## Matrix elements between nonorthogonal determinants

An electron removed from a nitrogen 1s level of N$_2$ can leave the hole on the left or on the right atom, and the valence orbitals relax towards the hole. The two determinants, each with its own orbitals, are mirror images whose orbitals overlap in a general way. The Slater–Condon rules need one common orthonormal orbital set and do not apply. This guide derives the rules that replace them. Try to answer each **Predict** before reading on.

### Premises and conventions

1. $A$ and $B$ are determinants of the same number $N$ of electrons, built from spin orbitals $a_1,\dots,a_N$ and $b_1,\dots,b_N$:
$$|B\rangle=\frac{1}{\sqrt{N!}}\sum_P \operatorname{sgn}(P)\,b_{P1}(1)\cdots b_{PN}(N),$$
and likewise for $A$. The sum runs over all permutations $P$ of $1,\dots,N$.
2. The Hamiltonian at fixed nuclei is $H=V_{nn}+\sum_i h(i)+\sum_{i<j}g(i,j)$ with $g(1,2)=g(2,1)$. For Coulomb repulsion $g=e^2/(4\pi\varepsilon_0 r_{12})$.
3. Notation: $S_{ik}=\langle a_i|b_k\rangle$, $h_{ik}=\langle a_i|h|b_k\rangle$, $\langle ij|kl\rangle=\langle a_i(1)a_j(2)|g|b_k(1)b_l(2)\rangle$ and $\langle ij\|kl\rangle=\langle ij|kl\rangle-\langle ij|lk\rangle$. Rows always belong to $A$, columns to $B$. Brackets include the sum over spin.

No orthogonality is assumed yet.

### Step 1: one antisymmetriser suffices

Let $O$ be symmetric in the electron labels. Then $O|B\rangle$ is antisymmetric. In the term $Q$ of $\langle A|$, rename the integration variables so that the product $a_1(1)\cdots a_N(N)$ is restored. The renaming multiplies $O|B\rangle$ by $\operatorname{sgn}(Q)$, which cancels the sign of the term. All $N!$ terms are equal, and $N!$ cancels the two factors $1/\sqrt{N!}$:
$$\langle A|O|B\rangle=\sum_P\operatorname{sgn}(P)\,\langle a_1\cdots a_N|O|b_{P1}\cdots b_{PN}\rangle.\tag{1}$$

**Predict.** Put $O=1$. Which function of the matrix $S$ appears?

### Step 2: the overlap

Each term factorises into one-electron overlaps, and the signed sum is the definition of a determinant:
$$\langle A|B\rangle=\sum_P\operatorname{sgn}(P)\prod_m S_{m,Pm}=\det S.\tag{2}$$

**Predict.** With $O=\sum_i h(i)$ one factor in every product changes. What multiplies $h_{ik}$?

### Step 3: one-electron operators

For the term $h(i)$ the factor $S_{i,Pi}$ becomes $h_{i,Pi}$. Group the permutations by $k=Pi$:
$$\langle A|\textstyle\sum_i h(i)|B\rangle=\sum_{i,k}h_{ik}\,D(i|k),\qquad D(i|k)=\sum_{P:\,Pi=k}\operatorname{sgn}(P)\prod_{m\ne i}S_{m,Pm}.\tag{3}$$
Comparison with (2) shows that $D(i|k)$ is the coefficient of $S_{ik}$ in $\det S$. Move row $i$ to the top by $i-1$ adjacent exchanges and column $k$ to the left by $k-1$. The other rows and columns keep their order, and the coefficient of the top-left entry is the determinant of the rest. Hence $D(i|k)=(-1)^{i+k}M(i|k)$, where the minor $M(i|k)$ is the determinant of $S$ without row $i$ and column $k$. This is the first-order cofactor. If $S$ is invertible, Cramer's rule gives $D(i|k)=\det S\,(S^{-1})_{ki}$.

**Predict.** For $g(i,j)$ two factors are replaced. How are the permutations with $(Pi,Pj)=(k,l)$ related to those with $(l,k)$?

### Step 4: two-electron operators

Fix $i<j$ and a pair $k<l$. The permutations with $Pi=k$, $Pj=l$ contribute $\langle ij|kl\rangle D(ij|kl)$, where
$$D(ij|kl)=\sum_{P:\,Pi=k,\,Pj=l}\operatorname{sgn}(P)\prod_{m\ne i,j}S_{m,Pm}$$
is the coefficient of $S_{ik}S_{jl}$ in $\det S$. Those with $Pi=l$, $Pj=k$ follow one to one by a transposition. They have the same product of overlaps, the opposite sign and the integral $\langle ij|lk\rangle$. Therefore
$$\langle A|\textstyle\sum_{i<j}g(i,j)|B\rangle=\sum_{i<j}\sum_{k<l}\langle ij\|kl\rangle\,D(ij|kl).\tag{4}$$
For the sign, move row $i$ to position 1 ($i-1$ exchanges). Row $j>i$ has not moved, so it reaches position 2 in $j-2$ exchanges. The columns need $k-1$ and $l-2$. The total has the parity of $i+j+k+l$, so the second-order cofactor is $D(ij|kl)=(-1)^{i+j+k+l}M(ij|kl)$, with rows $i,j$ and columns $k,l$ deleted. Equations (2) to (4) are Löwdin's rules (1955):
$$\langle A|H|B\rangle=V_{nn}\det S+\sum_{i,k}h_{ik}D(i|k)+\sum_{i<j}\sum_{k<l}\langle ij\|kl\rangle D(ij|kl).\tag{5}$$
No inverse of $S$ occurs in (5), so it holds for singular $S$ as well. For the 13 electrons of N$_2^+$ there are $\binom{13}{2}=78$ pairs and $78^2=6084$ second-order cofactors, before spin is used.

**Predict.** Which changes of orbitals leave a determinant unchanged up to a factor, and which form of $S$ would remove most cofactors?

### Step 5: corresponding orbitals

Mix the occupied orbitals of each determinant among themselves, $\tilde a_i=\sum_j a_jU_{ji}$ and $\tilde b_k=\sum_l b_lV_{lk}$. A Slater determinant is the determinant of the matrix $a_j(n)$ divided by $\sqrt{N!}$, and the product theorem for determinants gives $|\tilde A\rangle=\det U\,|A\rangle$ and $|\tilde B\rangle=\det V\,|B\rangle$. The overlap matrix becomes $\tilde S=U^\dagger SV$.

Every square matrix has a singular value decomposition $S=U\Sigma V^\dagger$ with unitary $U$, $V$ and $\Sigma=\operatorname{diag}(\sigma_1,\dots,\sigma_N)$, $\sigma_i\ge0$. With this choice
$$\langle\tilde a_i|\tilde b_k\rangle=\sigma_i\delta_{ik}.$$
These are the corresponding orbitals (Amos and Hall, 1961). The bra carries $(\det U)^*$ and the ket $\det V$, both of modulus one, so
$$\langle A|O|B\rangle=\varphi\,\langle\tilde A|O|\tilde B\rangle,\qquad \varphi=\det U\,(\det V)^*.\tag{6}$$
The phase $\varphi$ is $\pm1$ for real orbitals and must be kept. It agrees with (2), since $\det S=\det U\,\det\Sigma\,(\det V)^*$.

From here on let each set be orthonormal within itself. Unitary mixing preserves this, and the Cauchy–Schwarz inequality gives $0\le\sigma_i\le1$, with $\sigma_i=1$ only if $\tilde a_i=\tilde b_i$. The $\sigma_i$ depend only on the two occupied spaces, because a unitary change of basis in either space is absorbed into $U$ or $V$. If every orbital has pure spin, $S$ splits into an $\alpha$ and a $\beta$ block, which are decomposed separately.

**Predict.** Delete row $i$ and column $k\ne i$ from a diagonal matrix. What is left in row $k$?

### Step 6: cofactors of a diagonal matrix

Row $k$ survives, but its only possibly nonzero entry stood in column $k$, which is gone. The minor has a zero row and vanishes. The same holds at second order: if $\{i,j\}\ne\{k,l\}$, one deleted column has an index whose row survives. The remaining cofactors have even sign exponents and diagonal minors:
$$\tilde D(i|i)=\prod_{m\ne i}\sigma_m,\qquad \tilde D(ij|ij)=\prod_{m\ne i,j}\sigma_m .$$
With integrals over corresponding orbitals marked by a tilde, (5) and (6) give the master formula
$$\langle A|H|B\rangle=\varphi\Big[V_{nn}\prod_m\sigma_m+\sum_i\tilde h_{ii}\prod_{m\ne i}\sigma_m+\sum_{i<j}\langle\widetilde{ij\|ij}\rangle\prod_{m\ne i,j}\sigma_m\Big].\tag{7}$$
For $N=13$ the last sum has 78 terms. Note that $\tilde h_{ii}=\langle\tilde a_i|h|\tilde b_i\rangle$ joins two different functions.

**Predict.** A product in (7) survives only if it omits every zero singular value. List the surviving terms for none, one, two and three zeros.

### Step 7: generalised Slater–Condon rules

Number the zeros first, and let $\Pi$ be the product of the nonzero $\sigma_m$.

*No zero.* $\langle A|B\rangle=\varphi\Pi$ and
$$\langle A|H|B\rangle=\varphi\Pi\Big[V_{nn}+\sum_i\frac{\tilde h_{ii}}{\sigma_i}+\sum_{i<j}\frac{\langle\widetilde{ij\|ij}\rangle}{\sigma_i\sigma_j}\Big].\tag{8}$$

*One zero,* $\sigma_1=0$. The overlap vanishes. Only $i=1$ survives in the one-electron sum and only pairs $(1,j)$ in the two-electron sum:
$$\langle A|H|B\rangle=\varphi\Pi\Big[\tilde h_{11}+\sum_{j>1}\frac{\langle\widetilde{1j\|1j}\rangle}{\sigma_j}\Big].\tag{9}$$

*Two zeros,* $\sigma_1=\sigma_2=0$. Every first-order cofactor vanishes and one pair is left:
$$\langle A|H|B\rangle=\varphi\Pi\,\langle\widetilde{12\|12}\rangle.\tag{10}$$

*Three or more zeros.* A product in (7) omits at most two factors, so it contains a zero, and $\langle A|H|B\rangle=0$. In the language of (5): $S$ has rank $N-3$ or less, so all its minors of order $N-2$ and higher vanish.

If $A$ and $B$ are drawn from one orthonormal set, every $\sigma_m$ is 0 or 1, and $\sigma_m=1$ means $\tilde a_m=\tilde b_m$. Then (8), (9) and (10) are the ordinary rules for identical, singly and doubly substituted determinants, and $\varphi$ is the sign from bringing the two into maximum coincidence. The number of zero singular values is the generalised excitation level.

### Range of validity

Equations (2) to (7) are exact identities for any two $N$-electron determinants and any operator with at most two-electron terms. They need neither optimised nor real orbitals. A three-electron operator brings third-order cofactors and survives three zeros. Degenerate singular values leave the pairing undetermined within the degenerate block, but the matrix element is fixed by (5). Having at most two zeros is necessary for a coupling and not sufficient, since spin or spatial symmetry can still annul the integrals. Spin-adapted functions are sums of determinants, and the rules apply to each pair.

The split into cases is exact only for exact zeros. Formula (7) is a polynomial in the $\sigma_m$ and stays well behaved for a small $\sigma_1$, whereas (8) divides by it. Using (9) for a small nonzero $\sigma_1$ drops the overlap and the terms of (7) proportional to $\sigma_1$, which is harmless only if the resulting change is small against the coupling sought. The example shows a case where it is not.

### Illustration: left and right core holes in N$_2^+$

**Model.** The basis is orthonormal: core orbitals $c_L,c_R$ and, for each of the three bonds $k=\sigma,\pi_x,\pi_y$, valence orbitals $v_{kL},v_{kR}$, with phases such that the sum is bonding. The orbitals $2\sigma_g$ and $2\sigma_u$ are doubly occupied and frozen. The one-electron operator has $\langle c_L|h|c_R\rangle=-t_c$ and $\langle v_{kL}|h|v_{kR}\rangle=-t_k$, with the valence diagonal as zero of energy. A core and a bond electron on the same atom repel with a screened energy $W$, all integrals over products of different basis functions are neglected (so core–valence exchange is absent), and repulsion among bond electrons is left out. The hole has $\beta$ spin. Both $\alpha$ core orbitals are filled, so the $\beta$ core electron sees the same field from them and from the frozen shells on either atom. This field is included in its diagonal energy $\varepsilon_c$. The energy $E_0$ collects $V_{nn}$, the $\alpha$ core and frozen shells and their site-independent action on the bond electrons.

Assumed inputs, of typical size: $t_c=8.0$ zJ, $t_\sigma=1.60$ aJ, $t_\pi=0.80$ aJ, $W=0.50$ aJ, $\varepsilon_c+3W=-66$ aJ (the scale of the nitrogen 1s binding energy), bond length $R=110$ pm and 1s Slater exponent $\zeta=6.7/a_0$, with $a_0$ the Bohr radius (1 aJ $=10^{-18}$ J, 1 zJ $=10^{-21}$ J).

**Determinants.** In $A$ the hole is on the left. The $\beta$ core orbital is $\chi_R=\cos\eta\,c_R+\sin\eta\,c_L$, with a small angle $\eta$ fixed below. For $\eta=0$ a bond electron has the matrix with diagonal $(0,W)$ on $(L,R)$ and off-diagonal $-t_k$. The orbital $a_k=\cos\theta_k\,v_{kL}+\sin\theta_k\,v_{kR}$ has the energy $W/2-(W/2)\cos2\theta_k-t_k\sin2\theta_k$, which is least for $\tan2\theta_k=2t_k/W$. All $\beta$ orbitals lie in the occupied $\alpha$ space, so $A$ is a pure doublet. Define $B=\hat\imath A$ with the inversion $\hat\imath$. Then $A+B$ is gerade and $A-B$ ungerade. $B$ contains $\chi_L=\cos\eta\,c_L+\sin\eta\,c_R$ and, up to sign, $b_k=\sin\theta_k\,v_{kL}+\cos\theta_k\,v_{kR}$.

**Predict.** Write down the 13 singular values and the phase $\varphi$.

The bond orbitals pair with
$$s_k=\langle a_k|b_k\rangle=\sin2\theta_k=\big(1+W^2/4t_k^2\big)^{-1/2},$$
which gives $s_\sigma=0.9880$ and $s_\pi=0.9545$. The $\beta$ core pair has $\sigma_c=\langle\chi_R|\chi_L\rangle=\sin2\eta$. The $\alpha$ block has singular values $1,1,1,1,s_\sigma,s_\pi,s_\pi$ and the $\beta$ block $\sigma_c,1,1,s_\sigma,s_\pi,s_\pi$. Any sign that inversion gives to a doubly occupied orbital occurs once per spin and cancels. The $\alpha$ core list $(c_L,c_R)$ turns into $(c_R,c_L)$, and pairing it needs one exchange of columns, so $\varphi=-1$. The valence product is
$$P=s_\sigma^2s_\pi^4=0.8102 .$$

**Orthogonal cores, $\eta=0$.** There is one zero, and (9) applies. The pair is $(c_R,c_L)$ with $\tilde h_{11}=-t_c$, and the two-electron terms vanish because they contain the product $c_Rc_L$. So $S_{AB}=0$ and $H_{AB}=(-1)P(-t_c)=+Pt_c$. The diagonal element is the sum of orbital energies, and $W\cos2\theta_k+2t_k\sin2\theta_k=\sqrt{W^2+4t_k^2}=2t_k/s_k$ gives
$$H_{AA}=E_1\equiv E_0+\varepsilon_c+3W-\sum_k 2t_k/s_k .$$
The two states have $E_{g,u}=(H_{AA}\pm H_{AB})/(1\pm S_{AB})$, so
$$E_g-E_u=2Pt_c=13.0\ \text{zJ}\quad(0.081\ \text{eV}).$$
The gerade ion lies higher. This is the right order: its hole is in the bonding core combination $1\sigma_g$, the more strongly bound one. Losing $\varphi$ would invert the labels. Without relaxation ($P=1$) the splitting is $2t_c=16.0$ zJ (0.10 eV), so in the model the imperfect overlap of the six bond orbitals quenches the transfer of the hole.

**Atomic cores, $\eta\neq0$.** Let $\chi_L,\chi_R$ be 1s Slater functions, of which $c_L,c_R$ are the symmetrically orthogonalised versions. In prolate spheroidal coordinates $\mu,\nu$, with $\rho=\zeta R=13.93$,
$$\sigma_c=\frac{\rho^3}{4}\int_1^\infty\!d\mu\int_{-1}^{1}\!d\nu\,(\mu^2-\nu^2)e^{-\rho\mu}=e^{-\rho}\Big(1+\rho+\frac{\rho^2}{3}\Big)=7.1\times10^{-5}.$$

**Predict.** Keep the angles $\theta_k$. Does the splitting change? May $\sigma_c$ be treated as zero?

Rule (8) needs three kinds of integral. First, $\langle\chi_R|h|\chi_L\rangle=\varepsilon_c\sigma_c-t_c$. Second, $\langle a_k|h|b_k\rangle=-t_k(\cos^2\theta_k+\sin^2\theta_k)=-t_k$. Third, the transition densities put $\sigma_c/2$ (core) and $s_k/2$ (bond) on each atom, so each of the six core–bond integrals is $2W(\sigma_c/2)(s_k/2)=W\sigma_cs_k/2$. Dividing by the singular values and summing,
$$H_{AB}=-P\sigma_c\Big[E_0+\varepsilon_c-\frac{t_c}{\sigma_c}-\sum_k\frac{2t_k}{s_k}+3W\Big]=-P\,(\sigma_cE_1-t_c),\qquad S_{AB}=-P\sigma_c .$$
In the diagonal element the core electron has the energy $\varepsilon_c-t_c\sigma_c$, and the probability that it shares an atom with a bond electron is $(1-\cos2\eta\cos2\theta_k)/2$. Thus $H_{AA}=E_1+\delta$ with $\delta=-t_c\sigma_c+W(1-\cos2\eta)\sum_k\cos2\theta_k$. Since $H_{AB}=S_{AB}E_1+Pt_c$, the large energy $E_1$ separates, $E_{g,u}=E_1+(\delta\pm Pt_c)/(1\mp P\sigma_c)$, and
$$E_g-E_u=\frac{2P\,(t_c+\delta\sigma_c)}{1-P^2\sigma_c^2}.$$
To leading order this is $2Pt_c[1-\sigma_c^2(1-P^2)]$, a relative change of about $2\times10^{-9}$. The splitting stays at 13.0 zJ.

Now treat $\sigma_c$ as zero: set $S_{AB}=0$ and apply (9) to the same orbitals. The bracket is $\varepsilon_c\sigma_c-t_c+6\,(W\sigma_c/2)$, so
$$H_{AB}\to P\big[t_c-\sigma_c(\varepsilon_c+3W)\big].$$
The extra term is $7.1\times10^{-5}\times66\ \text{aJ}=4.7$ zJ, beside $t_c=8.0$ zJ. The splitting becomes 20.6 zJ, 59 per cent too large. A singular value below $10^{-4}$ is multiplied by a core energy, and it must be kept through (7) in $H_{AB}$ and through (2) in $S_{AB}$.

**What the number is worth.** Within the model two determinants are enough. At $\eta=0$, $A$ and $B$ are exact eigenstates for $t_c=0$. The transfer term couples $A$ to valence-excited states with the hole on the right, with total squared amplitude $t_c^2(1-P^2)$. The lowest valence excitation costs $\sqrt{W^2+4t_\pi^2}=1.68$ aJ, so the second-order shift is at most about $t_c^2(1-P^2)/1.68\ \text{aJ}=0.013$ zJ and is the same for both states. Diagonalising the model in all $2^7=128$ placements of the $\beta$ core electron and the six bond electrons (one per bond and spin) returns 13.0 zJ.

The 13.0 zJ is the model's value, not the molecule's. The splitting of the two core-hole states of N$_2^+$ is typically about 16 zJ (0.1 eV); $t_c$ was chosen to give that size with frozen orbitals, so the scale is an input and tests nothing, and the relaxed model falls about a fifth below it. The quenching is sensitive to the least certain input: $W=1.00$ aJ gives $P=0.47$ and 7.5 zJ. Core-hole states also decay by Auger emission, with a typical lifetime width of about 0.12 eV (19 zJ), which rivals the splitting and lies outside any fixed pair of bound determinants. Because these states lie far above the valence-ionised states of the same symmetry, $E_g$ and $E_u$ from such a pair are not variational upper bounds for the real molecule.